Q: I have gallium phosphide squeezed and stretched by about 6 % in volume, computed with the r2SCAN functional. May I treat the crystal as a spring, with one stiffness for the whole range?

Zincblende GaP at several fixed volumes, computed with Ansatz 0.2.0 using r2SCAN, scalar-relativistic PAW, no spin polarisation, a 500 eV plane-wave cutoff, an 8×8×8 k mesh and Gaussian smearing of 0.02 eV. Energies are taken at zero smearing, relative to the elements in their standard forms with the same functional; pressure is positive in compression.

```
volume (Å³/atom)  shortest distance (Å)  energy over elements (eV/atom)  pressure (GPa)
          19.026                  2.312                          -0.503           6.280
          19.633                  2.336                          -0.520           2.910
          20.240                  2.360                          -0.525           0.040
          20.253                  2.361                          -0.525          -0.010
          20.848                  2.384                          -0.521          -2.390
          21.455                  2.406                          -0.508          -4.460
```

A: Look at the pressure first; it is positive when the cell is compressed. The volume steps are nearly equal, apart from the close pair in the middle, yet the pressure falls by 3.37 GPa in the first step and by only 2.07 GPa in the last. The crystal resists less and less as it is stretched.

Q: Doesn't that already rule out the spring?

A: Not yet, because even a perfect spring would show some of this. Pressure is force divided by area, and the faces of a compressed cell are smaller, so the same force gives a higher pressure. We have to take out this geometry before we blame the bonds. Symmetry helps: the bond angles stay fixed, so all lengths in the crystal change by one common factor, and the spring acts on that factor.

Q: How do I turn that into a pressure?

A: Let $x$ be the length divided by its value at zero pressure, $V_0$ the volume per atom there, and $K_0$ the bulk modulus there, that is, the resistance to a change of volume. A small change of length by the fraction $x-1$ changes the volume by the fraction $3(x-1)$. The spring energy per atom is therefore

$$E=\tfrac12 K_0V_0\,[3(x-1)]^2 .$$

The pressure is $P=-dE/dV$, and $V=V_0x^3$ gives $dV=3V_0x^2\,dx$. Hence

$$P=\frac{3K_0(1-x)}{x^2},$$

where the $x^2$ below the line is the shrinking area.

Q: And $K_0$ comes from the two middle rows?

A: Yes, but not from their printed digits. Those two pressures differ by only 0.05 GPa, so rounding spoils the slope and gives 77.9 GPa. The unrounded values of the same calculations give 88.0 GPa, with the pressure passing through zero at 20.25 Å³/atom. The four outer rows played no part in this, so they can test the spring.

Q: Let me try the most compressed row. Its lengths are 2.057 % shorter, so $x=0.97943$, and

$$P=\frac{3\times 88.0\times 0.02057}{0.97943^2}\approx 5.66\ \text{GPa}.$$

The table has 6.28 GPa. Perhaps $K_0$ is just 10 % too small?

A: Try that cure at the other end. For the most stretched row the spring gives −4.94 GPa, while the calculation gives −4.46 GPa. Here the spring already pulls too hard, and a larger $K_0$ would make it worse.

Q: So the sign of the error tells me what kind of error it is?

A: Yes. A wrong stiffness would make the pressure too low on one side and too high on the other. Here the spring's pressure lies below the computed one on both sides, which points to a missing term that doesn't change sign with the strain. Because the spring was matched to the pressure and its slope at equilibrium, the leading term of this kind grows with the square of the strain. When the strain doubles from the inner to the outer rows, the miss grows by a factor of 4.3 on compression and 3.7 on expansion, close to the expected four.

Q: Could the computed pressures themselves be at fault? I have heard that a limited set of plane waves can distort the stress.

A: It can, and the energies offer a check, because they are computed separately from the stress. Adding up pressure times volume change from the middle to the most compressed row gives 23.0 meV per atom; the total energies differ by 22.7 meV. On the stretched side the two values are 17.5 and 17.7 meV. The curvature is therefore present in the energy as well, and isn't a fault of the stress.

Q: Then why didn't I notice it in the energy column?

A: Near its minimum an energy curve looks much like a parabola, and the term that spoils the parabola is small there. At the ends of the range the spring misses the energy by 1.2 to 1.5 meV per atom. That is about 7 % of the energy rise there, but hardly more than the last printed digit. Pressure is the slope of that curve, and taking a slope brings out the higher terms. In pressure the same failure is about 10 % of the computed value at both ends.

Q: What does the spring leave out physically?

A: Two influences balance at the equilibrium length. Bonding electrons shared between gallium and phosphorus draw the atoms together, and this attraction changes gently with distance. Against it stands the repulsion of overlapping electron clouds: the Pauli principle forces electrons squeezed into the same region into states of higher kinetic energy, and this cost climbs steeply as the atoms approach. Compression moves the crystal onto the steep part, so it stiffens; stretching lets the repulsion fade, so it softens. A parabola has the same curvature everywhere, so apart from the effect of the changing area it can't do either.

Q: Do the numbers show that repulsion?

A: They show the stiffening and softening that it would explain, but not the repulsion itself. The total energy isn't split into attraction and repulsion here, so the cause rests on the general theory of bonding. What the calculation does give is the rate of stiffening: the bulk modulus rises by about 4.4 GPa for each GPa of pressure. The perfect spring, through geometry alone, would manage about 1.0. Most of the stiffening therefore comes from the shape of the energy curve, as the output below shows step by step.

Q: Would another semiconductor behave in the same way?

A: The argument needs a repulsion that is steeper than the attraction, which is common to bonded solids, and a crystal that shrinks by shortening its bonds rather than by turning them. Other zincblende semiconductors meet both conditions. I would therefore expect the same signs: a spring set at equilibrium gives too little pressure on compression and too much tension on expansion. How large the error is depends on the material and has to be calculated.

Q: How do I test this quickly, if all I have is one squeezed and one stretched cell?

A: Don't just compare the sizes of the two pressures, since geometry makes them unequal even for a perfect spring. The two cells alone can't decide it either, because a suitable choice of zero-pressure volume and stiffness together would match both pressures. So first find the zero-pressure volume from a further calculation near equilibrium, then solve the formula for the stiffness that each cell needs. Clearly different answers rule out a constant spring, while nearly equal ones support it. Here the two ends ask for 97.5 and 79.5 GPa, so no single value serves both. For GaP with its atoms at rest, keep the spring within 3 % of the equilibrium volume if an error of about 5 % in pressure is acceptable, and let the stiffness vary with pressure beyond that.

Numerical output:

```
volume at zero pressure (Å³/atom): 20.25
bulk modulus from the central pair, finer digits (GPa): 88.01
same from the columns of the table (GPa): 77.9
spring against computed pressure:
     row  volume change %  length change %  computed GPa  spring GPa  spring less computed GPa  error in size %  stiffness needed GPa
  19.026           -6.046           -2.057         6.275       5.663                   -0.6124           -9.759                 97.53
  19.633           -3.047           -1.026         2.909       2.766                   -0.1423           -4.892                 92.54
   20.24         -0.04887         -0.01629       0.04302     0.04304                 1.332e-05          0.03095                 87.99
  20.253            0.013         0.004334      -0.01145    -0.01144                 3.541e-06         -0.03093                 88.04
  20.848             2.95           0.9737        -2.394      -2.522                   -0.1272            5.314                 83.57
  21.455            5.948            1.945        -4.465      -4.941                   -0.4759            10.66                 79.54
stiffness between each row and the one before:
     row  mid volume Å³/atom  mid pressure GPa  computed GPa  spring GPa
  19.633               19.33             4.592         107.2       92.21
   20.24               19.94             1.476         94.09       89.42
  20.253               20.25           0.01579         88.01       88.03
  20.848               20.55            -1.203         82.35       86.74
  21.455               21.15             -3.43         72.12       84.26
energy above the lowest row:
     row  computed meV/atom  spring meV/atom  spring less computed meV/atom
  19.026              22.69            21.19                         -1.501
  19.633               5.45            5.273                        -0.1773
   20.24                  0         0.001329                       0.001329
  20.253                  0        9.403e-05                      9.403e-05
  20.848               4.58            4.746                         0.1661
  21.455              17.69            18.93                          1.241
growth of the pressure miss from 3 to 6 % compression (ratio): 4.304
growth of the pressure miss from 3 to 6 % expansion (ratio): 3.74
rise of stiffness per rise of pressure, computed (no unit): 4.37
rise of stiffness per rise of pressure, spring (no unit): 0.9901
work from integrated pressure, compression side (meV/atom): 23
work from integrated pressure, expansion side (meV/atom): 17.46
```
